**Problem.** In the radical H₂Si–GeH₂–O–SiH₃, a Hartree–Fock calculation gives the electron density ρ, its Laplacian L and the energy density H at the bond critical points. At such a point the density has zero gradient between two bonded atoms. Atoms 1 and 4 are silicon, 2 is germanium, 3 is oxygen and the others are hydrogen.

Bond critical points (QTAIM) of the neutral doublet radical H₂Si–GeH₂–O–SiH₃, calculated with PySCF 2.14.0 at the Hartree–Fock/def2-TZVP level for the gas-phase GFN2-xTB geometry. The energy density is the sum of the kinetic and potential energy densities.

| row | density (a.u.) | first atom | second atom | laplacian (a.u.) | energy density (a.u.) |
| --- | --- | --- | --- | --- | --- |
| 1 | 0.141 | 3.000 | 4.000 | 1.030 | -0.040 |
| 2 | 0.137 | 2.000 | 7.000 | 0.113 | -0.082 |
| 3 | 0.136 | 2.000 | 3.000 | 0.781 | -0.045 |
| 4 | 0.136 | 2.000 | 8.000 | 0.111 | -0.082 |
| 5 | 0.126 | 4.000 | 11.000 | 0.249 | -0.078 |
| 6 | 0.126 | 4.000 | 9.000 | 0.251 | -0.077 |
| 7 | 0.125 | 4.000 | 10.000 | 0.242 | -0.076 |
| 8 | 0.122 | 1.000 | 5.000 | 0.243 | -0.075 |
| 9 | 0.122 | 1.000 | 6.000 | 0.239 | -0.074 |
| 10 | 0.099 | 1.000 | 2.000 | -0.099 | -0.070 |

**(a) Find a rule that gives H from ρ and L with pencil and paper.**

*Solution.* The energy density is H = G + V, where G is the kinetic part, never negative, and V the potential part. The local virial relation, L/4 = 2G + V, removes V and leaves H = L/4 − G. Only G has to be estimated.

The first part of G comes from the Pauli principle. In a uniform electron gas, closer packing forces electrons into states of higher momentum, and the kinetic energy per electron grows as ρ^(2/3). Per volume this gives 2.87 ρ^(5/3) in atomic units.

The second part comes from the uneven density, and electrons in a one-dimensional box show why the Laplacian enters. The second level has a node at the centre, so filling it adds no density there. But its orbital is steepest at that point, which raises G, and its density curves upwards, which raises L. The box has no nuclei and supplies no numbers for a molecule; it shows only why G and L can rise together.

The standard gradient expansion for slowly varying densities puts this correction at L/6, since its other term vanishes where the gradient is zero. Therefore

G ≈ 2.87 ρ^(5/3) + L/6

H ≈ L/12 − 2.87 ρ^(5/3)

At similar density, a bond with a larger positive Laplacian should thus have a less negative H.

**(b) Estimate H for the Si–O bond (row 1) and for an Si–H bond (row 5).**

*Solution.* For Si–O, trial gives a cube root of ρ near 0.52. Then:

- ρ^(5/3) = 0.141 × 0.52² ≈ 0.038
- gas term: 2.87 × 0.038 ≈ 0.11
- Laplacian term: 1.030/12 ≈ 0.086
- H ≈ 0.086 − 0.11 ≈ −0.02

The calculation gives −0.040, so the rule finds the right sign but clearly too small a size. The L/6 in G is essential here: with the gas term alone, H would come out at about +0.15. But at about 0.17 this "correction" is larger than the gas term itself. The density here does not vary slowly, so theory does not guarantee the expansion, and only comparison with computed values can justify its use.

For Si–H the cube root is near 0.50 and the gas term is 0.091. The Laplacian term is only 0.021, so H ≈ −0.070, against a computed −0.078. The two densities differ little; it is mainly the Laplacian that separates these bonds.

**(c) How accurate is the rule over the table, and where does its range end?**

*Solution.* No constant was fitted, so every row is a test, although the ten rows contain only five kinds of bond. The root-mean-square error in H is about 0.010, against 0.014 if the mean H were guessed for every row. The rule correctly makes the two oxygen bonds least negative and the Ge–H bonds most negative. It does not resolve Si–H from Si–Ge.

The weak point is a subtraction. The estimated G is within 12% of the computed one in every row, but for the two oxygen bonds H is a small difference between L/4 and G. For Si–O, G is too low by only about 5%, yet the same absolute error is 40% of H. The sign of H is therefore unsafe when the estimate lies within about 0.02 of zero.

A straight line in L alone, fitted to all ten rows with two constants, does about as well in this molecule. Its error is about 0.009 when each row is predicted from the others, but for seven rows these others include a bond of the same kind, which makes the test easier. It fails most at Si–Ge, where the density is clearly lower than elsewhere, probably because the line takes no account of density. The printed output below compares both estimates row by row.

Theory sets another limit. If a single doubly filled orbital supplies all the density, as in Hartree–Fock H₂, that orbital is flat at the critical point and G is exactly zero. The rule knows only ρ and L and does not reproduce this. Its close agreement for Si–Ge, the only bond here with a negative Laplacian, is one row and may be a lucky cancellation.

These errors measure the rule against Hartree–Fock densities at an approximate geometry, not against nature. Hartree–Fock tends to exaggerate bond polarity, so the values of ρ and L put into the rule may themselves be off.

Si–H and Ge–H bonds also occur in the precursor gases from which silicon and germanium films are grown. There, H helps to describe how electrons are shared in a bond; it is not the energy needed to break it.

The analysis program printed:

```
fit of energy_density on 10 rows: constant -0.08247 +/- 0.0032, coefficient of laplacian 0.03977 +/- 0.0071; rms 0.0064, worst 10 -0.0164, leave-one-out rms 0.00857
Hand rule against calculation (a.u.):
  row  gas term  Laplacian/12    rule H  computed H  rule miss  line miss   rule G  computed G
    1    0.1097       0.08583  -0.02384       -0.04    0.01616  -0.001502   0.2813      0.2975
    2    0.1045      0.009417  -0.09512      -0.082   -0.01312   0.004026   0.1234      0.1103
    3    0.1033       0.06508  -0.03818      -0.045   0.006815  -0.006405   0.2334      0.2403
    4    0.1033       0.00925  -0.09402      -0.082   -0.01202   0.003946   0.1218      0.1098
    5   0.09093       0.02075  -0.07018      -0.078   0.007824   0.005435   0.1324      0.1402
    6   0.09093       0.02092  -0.07001      -0.077   0.006991   0.004515   0.1328      0.1397
    7   0.08973       0.02017  -0.06956      -0.076   0.006441   0.003157   0.1301      0.1365
    8   0.08617       0.02025  -0.06592      -0.075   0.009084   0.002197   0.1267      0.1357
    9   0.08617       0.01992  -0.06625      -0.074   0.007751   0.001037    0.126      0.1337
   10   0.06083      -0.00825  -0.06908       -0.07  0.0009187   -0.01641  0.04433     0.04525
Electron gas constant (a.u.): 2.871
Cube root of density in row 1 (Si-O): 0.5205
Cube root of density in row 5 (Si-H): 0.5013
Rms miss of the rule for H over ten rows (a.u.): 0.009587
Rms miss of the rule with five bond kinds weighted equally (a.u.): 0.01024
Rms miss when the mean H is guessed for every row (a.u.): 0.01415
Largest miss of the rule for H (a.u.): 0.01616
Largest miss of the rule for H (percent of computed H): 40.4
Largest miss of the rule for G (percent of computed G): 11.9
Mean miss for Ge-H (a.u.): -0.01257
Mean miss for Si-H (a.u.): 0.007618
H of Si-O without the gradient correction (a.u.): 0.1478
H of Ge-O without the gradient correction (a.u.): 0.09198
Laplacian at which the rule gives zero H at the Si-O density (a.u.): 1.316
Laplacian at which the rule gives zero G at the Si-Ge density (a.u.): -0.365
```
